SOLUTION KEY: singular oscillator in the plane (Smorodinsky-Winternitz potential), single barrier in a Si/SiGe dot

PROBLEM

One electron moves in the plane in the potential

V = mω²(x² + y²)/2 + (ħ²/2m)[(a² − 1/4)/x² + (b² − 1/4)/y²].

Inputs, typical of a gate-defined Si/SiGe dot: in-plane mass m = 0.19 mₑ, confinement ħω = 2.00 meV. One barrier runs along the line x = 0 with g ≡ a² − 1/4 = 6, so a = 5/2 (a is defined as the positive root). There is no barrier along y = 0, so b² = 1/4 and b = −1/2 or +1/2. Energies are counted from V = 0 of the formula above. Spin and valley labels are not counted. Find
(a) the ground-state energy,
(b) the splitting between the lowest state even in x and the lowest state odd in x,
(c) the number of orbital states below 13 meV,
(d) ⟨x²⟩ in the ground state.

0. UNITS AND SEPARATION (correct, common to the attempt and the mended solution) [3 marks]

In atomic units (ħ = mₑ = 1): m = 0.19, ω = 7.350×10⁻⁵ Eh, oscillator length l = (mω)^(−1/2) = 267.6 a₀, barrier coefficient g/(2m) = 15.79 Eh a₀². From here on lengths are in l and energies in ħω, which gives

H = Hx + Hy, Hx = −½ ∂²/∂x² + x²/2 + g/(2x²), Hy = −½ ∂²/∂y² + y²/2 + (b² − 1/4)/(2y²).

The limit of part (c) is 6.5 in these units.

For Hx on x > 0 put ψ = x^(σ+1/2) e^(−x²/2) f(z), z = x². The 1/x² terms cancel when (σ + 1/2)(σ − 1/2) = a² − 1/4, that is σ = +a or σ = −a. The remaining equation, for the one-dimensional energy ε, is

z f″ + (σ + 1 − z) f′ + n f = 0, ε = 2n + σ + 1.

This solution decays as a Gaussian at large x only if n = 0, 1, 2, …, when f is the Laguerre polynomial L_n^σ(z). Both signs of σ solve the differential equation at every x > 0. Which sign gives states is a separate question.

For Hy the barrier is absent and the line y = 0 is an ordinary line of the plane. The branch b = −1/2 gives e^(−y²/2) L_n^(−1/2)(y²), proportional to the Hermite function of order 2n, and b = +1/2 gives y e^(−y²/2) L_n^(1/2)(y²), of order 2n + 1. Both are needed, and together ε_y = 2n₂ + b + 1 = n_y + 1/2 with n_y = 2n₂ + b + 1/2 = 0, 1, 2, …

1. THE ATTEMPT (WRONG: lines W2 to W7 are not to be used)

W1. Hx has the branches σ = +5/2, with ψ ~ x³ at small x, and σ = −5/2, with ψ ~ x⁻².

W2. (wrong) In y both signs of b are kept, so in x both signs of a are kept. The branch x⁻² is even and the branch x³ is odd. Both can be normalised with the Laguerre formula

∫₀^∞ x^(2σ+1) e^(−x²) [L_n^σ(x²)]² dx = Γ(n + σ + 1)/(2 n!),

which for σ = −5/2, n = 0 gives Γ(−3/2)/2 = 2√π/3 = 1.182, finite and positive.

W3. (wrong) With M = 2n₁ + n_y the spectrum is E = M + 3/2 − a = M − 1 for even states and E = M + 3/2 + a = M + 4 for odd states, each level holding ⌊M/2⌋ + 1 states.

W4. (wrong) Ground state x⁻² e^(−r²/2), E = −1. Even-odd splitting 2a = 5.

W5. (wrong) Below 6.5 the even tower has M = 0 to 7 with 1 + 1 + 2 + 2 + 3 + 3 + 4 + 4 = 20 states and the odd tower M = 0 to 2 with 4 states, 24 in all.

W6. (wrong) ⟨x²⟩ = Γ(2 − a)/Γ(1 − a) = 1 − a = −3/2.

W7. (wrong) Cross-check in polar coordinates: x⁻² e^(−r²/2) = r⁻² (cos φ)⁻² e^(−r²/2) has the radial form r^λ e^(−r²/2) with λ = −2, and the radial energy λ + 1 = −1 reproduces W4.

Wrong answers: (a) −2.00 meV, (b) 10.00 meV, (c) 24, (d) −301 nm².

2. THE SYMPTOM [4 marks]

Four things in the attempt are impossible, and each can be seen without finding the fault.

(i) The energy lies below the minimum of the potential. V is smallest at y = 0, x⁴ = g, where x₀ = 6^(1/4) = 1.565 and V_min = √g = 2.449. For a true state E = ⟨p²⟩/2 + ⟨V⟩ > V_min. The attempt gives −1, which is 3.449 below the floor of the well.

(ii) The trend has the wrong sign. The barrier term is positive everywhere, so by the variational principle it cannot bring the ground state below the barrier-free value E = 1, and a stronger barrier cannot lower it. The attempt gives 3/2 − a, which falls without limit as the barrier grows, and a splitting 2a that grows as the two halves are cut apart.

(iii) The average of the positive quantity x² is negative.

(iv) The formula of W2 gives for the next member, n = 1, the norm Γ(−1/2)/2 = −√π = −1.772, although the integrand is a square.

Two tests do not expose the fault. The lowest non-zero excitation energy is ħω, one quantum in y, in the attempt and in the correct spectrum alike. The polar check W7 rewrites the same singular function in other coordinates and repeats the slip.

3. THE FAULTY LINE [5 marks]

The fault is W2. Near x = 0 the density of the branch σ = −a is x^(1−2a), because L_n^(−a)(0) is not zero for non-integer a. With a lower cutoff δ,

∫_δ x^(1−2a) dx ≈ δ^(2−2a)/(2a − 2) for a > 1, and ln(1/δ) for a = 1.

The norm is finite only for a < 1. The Laguerre formula is an integral only for σ > −1; beyond that its right side continues analytically while its left side diverges. For a = 5/2 every member of the even tower has a density ~ x⁻⁴. Two integrations by parts give for n = 0

∫_δ^∞ x⁻⁴ e^(−x²) dx = e^(−δ²)/(3δ³) − 2e^(−δ²)/(3δ) + (2√π/3) erfc δ = 1/(3δ³) − 1/δ + 2√π/3 + O(δ).

The number 1.182 of W2 is the constant left over once the divergent terms are dropped. The integral itself is 324.5 at δ = 0.1 and 3.332×10⁵ at δ = 0.01. As δ → 0 the fraction 1 − 2⁻³ = 7/8 of the weight lies between δ and 2δ: the function describes an electron piled up on the crest of the barrier.

The same divergence explains symptom (i). Integrating the kinetic term by parts on (δ, ∞),

∫ ψ(−½ψ″) dx = ½ ∫ ψ′² dx + ½ ψ(δ)ψ′(δ).

For ψ ~ x³ the surface term vanishes and the bound E > V_min follows. For ψ ~ x⁻² the leading terms are ½∫ψ′² = (2/5)δ⁻⁵, ∫3x⁻²ψ² = (3/5)δ⁻⁵ and ½ψψ′ = −δ⁻⁵. Kinetic and barrier energy are positive and infinite, and the negative eigenvalue arises only through an infinite negative surface term that no admissible state has.

The analogy with b fails for a definite reason. At b = ±1/2 the exponents are 0 and 1, the coefficient b² − 1/4 vanishes, and both solutions pass smoothly through y = 0. The cases for a positive index a are:

a = 1/2: no barrier; both branches are states, even and odd.
0 < a < 1, a ≠ 1/2: both branches are normalisable (Weyl's limit-circle case) and a boundary condition at x = 0 has to be added. The −a branch has ψ′² ~ x^(−1−2a) and so infinite kinetic energy; requiring finite kinetic energy selects +a.
a ≥ 1: only +a is normalisable (limit-point case). No boundary condition is free, and the half-lines x > 0 and x < 0 are decoupled.

For integer a = k the members of the negative branch with n < k are singular as above, and those with n ≥ k are not new, since L_n^(−k)(z) = (−z)^k [(n − k)!/n!] L_(n−k)^k(z) turns them into states of the positive branch.

W2 contains a second, derived mistake. By giving the even parity to x⁻² it counts the +a branch once. With decoupled half-lines each +a solution occurs twice, on the left and on the right, or equivalently as the odd combination ~ x³ and the even combination ~ |x|³.

4. THE MENDED CALCULATION [10 marks]

Cartesian separation. With σ = +a in x, and in y the positive index, or either sign when b² = 1/4,

ψ = x^(a+1/2) y^(b+1/2) e^(−r²/2) L_n₁^a(x²) L_n₂^b(y²),
E = (2n₁ + a + 1) + (2n₂ + b + 1) = 2N + a + b + 2, N = n₁ + n₂,

with N + 1 pairs (n₁, n₂) for each N. With two impenetrable barriers this is the count per quadrant.

Polar separation. With x = r cos φ, y = r sin φ the barrier terms are (1/2r²)[(a² − 1/4)/cos²φ + (b² − 1/4)/sin²φ]. For ψ = R(r)Φ(φ),

−Φ″ + [(a² − 1/4)/cos²φ + (b² − 1/4)/sin²φ]Φ = λ²Φ,
−½(R″ + R′/r) + [λ²/(2r²) + r²/2]R = E R.

The substitution Φ = (cos φ)^(a+1/2) (sin φ)^(b+1/2) P(t), t = cos 2φ, turns the first equation into the Jacobi equation with weight (1 − t)^b (1 + t)^a, since 1 − t = 2 sin²φ and 1 + t = 2 cos²φ. Hence P = P_nφ^(b,a)(t), which is proportional to ₂F₁(−nφ, nφ + a + b + 1; b + 1; sin²φ), and λ = 2nφ + a + b + 1. The weight is integrable at t = −1 only if the exponent of (1 + t) exceeds −1, which excludes −a for a ≥ 1 by the same argument as in section 3. The radial equation becomes Hx with index λ under R = r^(−1/2)u, so R = r^λ e^(−r²/2) L_nr^λ(r²) and

E = 2nr + λ + 1 = 2(nr + nφ) + a + b + 2.

Energies and the count N + 1 agree with the Cartesian result, now with N = nr + nφ. The two separations belong to two conserved operators, Hx with eigenvalue 2n₁ + a + 1 and K = −∂²/∂φ² + (a² − 1/4)/cos²φ + (b² − 1/4)/sin²φ with eigenvalue λ². Each commutes with H. They do not commute with each other, since their eigenstates within one level differ, as the example below shows; this is what makes the system superintegrable and ties it to the degeneracy.

Single barrier. The regions are now the half-planes x > 0 and x < 0. The sector b = −1/2 holds the states even in y and b = +1/2 those odd in y, each with N + 1 states per half-plane. For a = 5/2,

b = −1/2: E = 2N + 4 = 4, 6, 8, …
b = +1/2: E = 2N + 5 = 5, 7, 9, …

Together E = M + a + 3/2 = M + 4 with M = 2n₁ + n_y, ⌊M/2⌋ + 1 states per half-plane and twice that in the whole plane.

Explicit test on the level E = 6 (b = −1/2, N = 1), the factor e^(−r²/2) omitted. From L₁^σ(z) = σ + 1 − z the Cartesian states are u₁ = x³(7/2 − x²) and u₂ = x³(1/2 − y²). The polar states are
nr = 1, nφ = 0, λ = 3: x³(4 − r²) = u₁ + u₂,
nr = 0, nφ = 1, λ = 5: r⁵cos³φ (1 − 8 sin²φ) = x³(x² − 7y²) = −u₁ + 7u₂.
The Laguerre formula, now used with σ > −1, gives the norm ratio ⟨u₁|u₁⟩/⟨u₂|u₂⟩ = (a + 1)/(b + 1) = 7. As u₁ and u₂ are orthogonal, the overlap of the two polar states is proportional to −7 + 7 = 0, as it must be for different λ².

Answers in scaled units.

(a) E₀ = a + 3/2 = 4, which is 2.940×10⁻⁴ Eh. In the right half-plane ψ₀ = C x³ e^(−r²/2) with 1/C² = [Γ(7/2)/2]·√π = 15π/16, so C = 0.5827.

(b) The even and odd combinations |x|³ and x³ have the same energy. The splitting is zero and the ground level is a doublet.

(c) M = 0, 1, 2 give 2 + 2 + 4 = 8 states below 6.5.

(d) ⟨x²⟩ = Γ(a + 2)/Γ(a + 1) = a + 1 = 7/2, root mean square 1.871.

Plausibility. At x₀ the curvature is V″ = 1 + 3g/x₀⁴ = 4, a local frequency 2ω in x, in line with the step 2n₁. A harmonic well there gives V_min + 1 + 1/2 = 3.949, below the exact 4 by a − √(a² − 1/4) = 0.051. The exact value lies above V_min and above the barrier-free value 1, and it rises with a.

5. WHERE THE SECOND SOLUTION DOES ENTER [bonus, 3 marks]

A real barrier has finite height. Replace g/(2x²) by the constant g/(2d²) for |x| < d. Outside, the solution that decays at infinity for arbitrary ε is x^(a+1/2) e^(−x²/2) U(α, 1 + a, x²), with α = (1 + a − ε)/2 and U the confluent hypergeometric function of the second kind. For non-integer a,

U(α, 1 + a, z) = [Γ(−a)/Γ(α − a)] M(α, 1 + a, z) + [Γ(a)/Γ(α)] z^(−a) M(α − a, 1 − a, z),

where M is the regular confluent series with M → 1 at z → 0. At small x the solution is A x^(1/2+a) + B x^(1/2−a), with A and B the two brackets. B = 0 gives α = −n, the correct spectrum, and A = 0 gives α − a = −n, the spectrum of the attempt. Near the lowest level α is small, A ≈ 1 and B ≈ αΓ(a).

Inside, for small d, the solutions are cosh(√g x/d) and sinh(√g x/d), with logarithmic derivative Λ = dψ′/ψ at x = d equal to √g tanh√g = 2.413 (even) or √g coth√g = 2.486 (odd). Matching gives

B/A = ρ d^(2a), ρ = (a + 1/2 − Λ)/(Λ + a − 1/2), ε − (1 + a) = −2ρ d^(2a)/Γ(a).

For a = 5/2, ρ = 0.1330 (even) and 0.1145 (odd), and Γ(5/2) = 1.329. Take d = 1/4, a barrier height of 48. The shifts are −2.0×10⁻⁴ (even) and −1.7×10⁻⁴ (odd), and the splitting is about 3×10⁻⁵. The energy was neglected against the barrier height, a ratio 2εd²/g = 0.07, so the splitting holds to one figure. Both parities approach the +a level as d → 0, and the singular solution is admixed only with amplitude ∝ d^(2a). A lower, wider cap gives a larger splitting, but for any non-negative barrier ε stays at or above 1/2 and never reaches 1 − a. At a = 1/2 the even case has Λ = 0, the denominator of ρ vanishes and A = 0: this is how the negative branch becomes the true even state when the barrier is absent, as it is in y.

6. SIZE OF THE ERROR IN THE Si/SiGe DOT [3 marks]

Conversion: ħω = 2.00 meV, l = 267.6 a₀ = 14.16 nm, barrier coefficient 1203 meV nm². The two minima lie at x = ±22.2 nm, 44.3 nm apart, with V_min = 4.90 meV.

Number of orbital states in the whole plane:

E/ħω | E in meV | attempt | exact
−1 | −2 | 1 | 0
0 | 0 | 1 | 0
1 | 2 | 2 | 0
2 | 4 | 2 | 0
3 | 6 | 3 | 0
4 | 8 | 4 | 2
5 | 10 | 5 | 2
6 | 12 | 6 | 4

(a) Ground state: attempt −2.00 meV, exact 8.00 meV. The error is −2aħω = −3.675×10⁻⁴ Eh = −10.00 meV, five orbital quanta and larger than the exact energy itself. The attempt lies 6.90 meV below the bottom of the well and the exact level 3.10 meV above it; the harmonic estimate is 7.90 meV.

(b) Even-odd splitting: attempt 10.00 meV, exact zero. With the barrier capped at |x| < 3.54 nm, a height of 96 meV, the levels move down by less than 0.5 μeV and split by less than 0.1 μeV, so the attempt exceeds that splitting by more than a factor 10⁵.

(c) States below 13 meV: attempt 24, exact 8. The attempt adds 20 functions that are not states and omits 4 that are.

(d) ⟨x²⟩: attempt −301 nm², exact +702 nm², a root-mean-square distance of 26.5 nm from the barrier.

Terms left out of the model. A valley splitting of typically 0.1 meV is 1 % of the 10 meV error and changes none of these conclusions, but it far exceeds the tunnel splitting of the capped barrier and, with spin, multiplies the counts in (c) by four. The counts are one-electron counts and do not give the filling of the dot: with the approximate dielectric constant 11.7 of silicon the Coulomb scale 1/(11.7 l) in atomic units is 8.7 meV, more than four times ħω.

Marking: section 0 earns its marks in any script. A script that keeps σ = −a loses the marks for (a) to (d). A script that discards σ = −a but counts each level once obtains (a) and (d), finds 4 states in (c) and misses the doublet in (b).